*What does it cost to part anatase along a plane?* The crystal is opened here between two planes of oxygen, perpendicular to its long axis, and the atoms on either side keep their places. The undisturbed crystal has space group I4_1/amd; every squeezed or opened cell has the lower symmetry Pmma, in which the two in-plane directions are no longer alike. The separation energy is the energy spent per area of cut, and the traction is its slope, the pull needed to hold the faces at a given opening.

Rigid, unrelaxed opening of anatase TiO2 (12-atom cell) across a (001) plane, calculated with Ansatz 0.2.0 using r2SCAN, scalar-relativistic plane-wave PAW, no spin polarisation, a 500 eV cutoff, a 6×6×3 k mesh and 0.05 eV Gaussian smearing. Separation energies are per area of cut, relative to the undisturbed crystal; negative openings are compressions.

| opening (Å) | separation energy (mJ/m²) | traction (GPa (slope of the separation energy)) | gap on mesh (eV) |
| --- | --- | --- | --- |
| -0.3 | 1545 | -134.8 | 2.298 |
| -0.15 | 285 | -43.7 | 2.484 |
| 0 | 0 | 0.0 | 2.578 |
| 0.25 | 378 | 23.6 | 2.340 |
| 0.5 | 993 | 23.7 | 2.188 |
| 0.75 | 1518 | 18.1 | 2.102 |
| 1 | 1900 | 12.6 | 2.054 |
| 1.5 | 2338 | 5.7 | 2.014 |
| 2 | 2533 | 2.5 | 2.001 |
| 3 | 2658 | 0.5 | 1.995 |
| 4.5 | 2685 | 0.0 | 1.994 |
| 6 | 2687 | 0.0 | 1.994 |

At the widest opening the bill is 2687 mJ/m². Because the cut makes two faces, the unrelaxed surface energy of one face is half of that, about 1340 mJ/m².

The structure shows what is paid for. In bulk anatase each titanium has six oxygen neighbours and each oxygen three titanium neighbours. The cut severs two Ti–O bonds in each surface cell, so titanium at the new faces keeps five neighbours and oxygen two. Shared between the two bonds, the energy comes to about 1.2 eV each. This is an average price and not the strength of a lone bond, since the electrons of the remaining bonds readjust and ionic attraction reaches past the nearest neighbours.

*Is it harder to push the two halves together or to pull them apart?* Pushing is harder. Squeezing by 0.3 Å costs 1545 mJ/m², about as much as opening by 0.75 Å. For the smallest step on each side, 0.15 Å inward and 0.25 Å outward, the traction per ångström of displacement is about three times as large in the squeeze. Part of that ratio comes from the longer outward step, but a perfect spring would give the same value for any step on either side.

A diatomic molecule behaves in the same way, with a steep wall on the inside and a long slope on the outside. When filled electron shells are pressed into each other, the Pauli principle forces electrons into states of higher energy, and this repulsion grows very quickly with overlap. The attraction between titanium and oxygen changes more gently with distance. The likeness ends with the products: a molecule falls into two atoms, whereas each half of the crystal keeps most of its bonds.

*At what opening does the crystal resist most?* The rows at 0.25 and 0.5 Å give nearly equal tractions, 23.6 and 23.7 GPa, which looks like a flat top. Yet the energy gained between them corresponds to a mean slope of 24.6 GPa. A mean cannot exceed the largest value in its interval, so the true peak lies between the two rows and is at least that high.

The peak has a simple origin. At first the pull grows because the bonds are stretched further from their rest length. Later it shrinks because the attraction across the opening is fading, and somewhere between the two effects balance. The peak belongs to a perfect crystal whose halves move rigidly, so it is not a breaking strength.

*Can the whole course be guessed from a few numbers?* The argument about the peak can be written as a formula. Let the traction be proportional to the opening $x$, as for a spring, times a factor $e^{-x/l}$ for the fading attraction, where $l$ is the length over which it fades. Adding up this traction from zero opening gives the universal binding curve, with $W$ the final separation energy:

$$E(x)=W\left[1-\left(1+\frac{x}{l}\right)e^{-x/l}\right]$$

Its steepest slope is $W/(e\,l)$, reached at $x=l$. The true peak is not in the table, so its lower bound of 24.6 GPa stands in for it and gives $l$ of about 0.40 Å. Only the energies at 0.25, 0.5 and 6 Å enter $W$ and $l$, so the other rows test the shape.

The row at 1.5 Å serves as a worked case. There $x/l$ is about 3.73, the bracket is 0.887, and the curve predicts 2383 mJ/m². The table has 2338, so the curve is too high by about 2 % of the final energy, and this is its largest miss in absolute terms among the opened rows. The curve runs too low in the first steps of opening and mostly too high later, which means that the computed attraction has a longer tail than a single exponential allows. It does worse in the squeeze, where at −0.3 Å it falls 19 % short of the computed energy, because one fading length cannot also describe the repulsive wall. The printed output after this text gives the comparison for every row.

*Why does the band gap shrink, and why so early?* The gap falls from 2.58 eV in the undisturbed crystal to 1.99 eV between distant faces. By 0.5 Å two thirds of this loss has already happened, although only 37 % of the energy has been paid. Part of the difference may lie in where the crystal starts. It sits at a minimum of the energy, so a small displacement costs almost nothing at first. The gap is under no such rule and may begin to fall in direct proportion to the displacement. The table cannot confirm this, because the gap falls on both sides of the undisturbed crystal and the rows are too far apart to tell a sharp peak from a rounded one.

Chemistry suggests which levels move. The filled states below the gap of anatase are mainly oxygen 2p, and the empty ones above it are mainly titanium 3d. An oxygen ion that loses a positive neighbour holds its electrons less tightly, so its filled levels should rise. A titanium ion that loses a negative neighbour offers its empty levels at lower energy. Both shifts narrow the gap, but the calculation gives no orbital data that would show which of them matters more.

The gap also shrinks in both squeezed rows, where no bond is lost. A possible reason is that the disturbance is confined to one plane while the layers farther away stay like the bulk. Those layers still supply band edges near their old positions, so a local change can push a new level into the gap more easily than it can widen the gap of the whole cell. This remains a guess.

*What would change if the atoms were allowed to move?* The surface energy would fall, because relaxation can only lower the energy of the faces while the bulk reference is already relaxed. The stresses of the same calculation show which way the new faces are under load. Along one in-plane direction each face pulls inward with about 9 N/m, while along the other it pushes outward only weakly. This pull is nearly the same at openings of 3 and 6 Å, as it should be if it belongs to the faces and not to the space between them.

The likely source is the oxygen that has lost its third titanium. It now bridges only two, and an atom with fewer bonds usually makes the remaining ones shorter and stronger. In anatase these Ti–O–Ti bridges run in one direction on the face, which would explain why the tension does too. Real surfaces of this kind are known to relieve it by rearranging into a pattern that repeats every fourth cell. The small cell used here could not hold such a pattern even if its atoms were free, and how much energy relaxation would save cannot be read from the table.

*Which digits can be trusted?* Between 4.5 and 6 Å the separation energy changes by only 2 mJ/m², so the opening is wide enough for this level of theory. That agreement measures only whether the faces still feel each other. It does not test the thickness of the slab, which has four TiO₂ layers, or the functional, which lacks long-range dispersion attraction. A fair statement is therefore an unrelaxed surface energy of about 1.3 J/m² per face.

The gap deserves similar restraint. Its third decimal has settled with distance, but the k mesh may miss the true band edges, and functionals of this kind give gaps for anatase that are too small. The loss of roughly 0.6 eV on cutting may be steadier than either gap alone, since part of these errors should cancel in a difference, but it belongs to a slab of four layers whose atoms have not moved. What carries over to another cut is the order of reasoning: count the bonds severed per area for a first idea of the cost, and look at which ions lose neighbours for a first idea of the gap.

The analysis program printed:

```
Along the opening:
    row  mean_slope_GPa  energy_share_%  still_to_pay_mJ/m2  binding_curve_mJ/m2  curve_less_table  gap_change_eV  gap_loss_share_%
   -0.3             n/a            57.5                1142                 1250            -294.6          -0.28             47.95
  -0.15             -84           10.61                2402                  241            -43.97         -0.094              16.1
    0.0             -19               0                2687                    0                 0              0                 0
   0.25           15.12           14.07                2309                347.3             -30.7         -0.238             40.75
    0.5            24.6           36.96                1694                949.4            -43.61          -0.39             66.78
   0.75              21           56.49                1169                 1496            -22.28         -0.476             81.51
    1.0           15.28           70.71                 787                 1909             8.746         -0.524             89.73
    1.5            8.76           87.01                 349                 2383             44.77         -0.564             96.58
    2.0             3.9           94.27                 154                 2576              43.3         -0.577              98.8
    3.0            1.25           98.92                  29                 2674             15.98         -0.583             99.83
    4.5            0.18           99.93                   2                 2687             1.551         -0.584               100
    6.0         0.01333             100                   0                 2687          -0.01402         -0.584               100
Unrelaxed surface energy per face, mJ/m2: 1344
Energy per cut Ti-O bond, eV: 1.197
Traction per angstrom when squeezed by 0.15 angstrom, GPa/angstrom: 291.3
Traction per angstrom when opened by 0.25 angstrom, GPa/angstrom: 94.4
Ratio of these two, squeezed over opened: 3.086
Largest mean slope between rows (lower bound to the peak), GPa: 24.6
Largest traction in a row, GPa: 23.7
Length of the binding curve, angstrom: 0.4018
Largest miss of the binding curve on the opened side, mJ/m2: 44.77
Miss of the binding curve at the strongest squeeze, %: -19.07
Gap lost from crystal to widest opening, eV: 0.584
In-plane tension per face along y at 3 angstrom, N/m: 9.216
In-plane tension per face along y at 6 angstrom, N/m: 9.295
In-plane tension per face along x at 6 angstrom (negative is compression), N/m: -0.4353
```
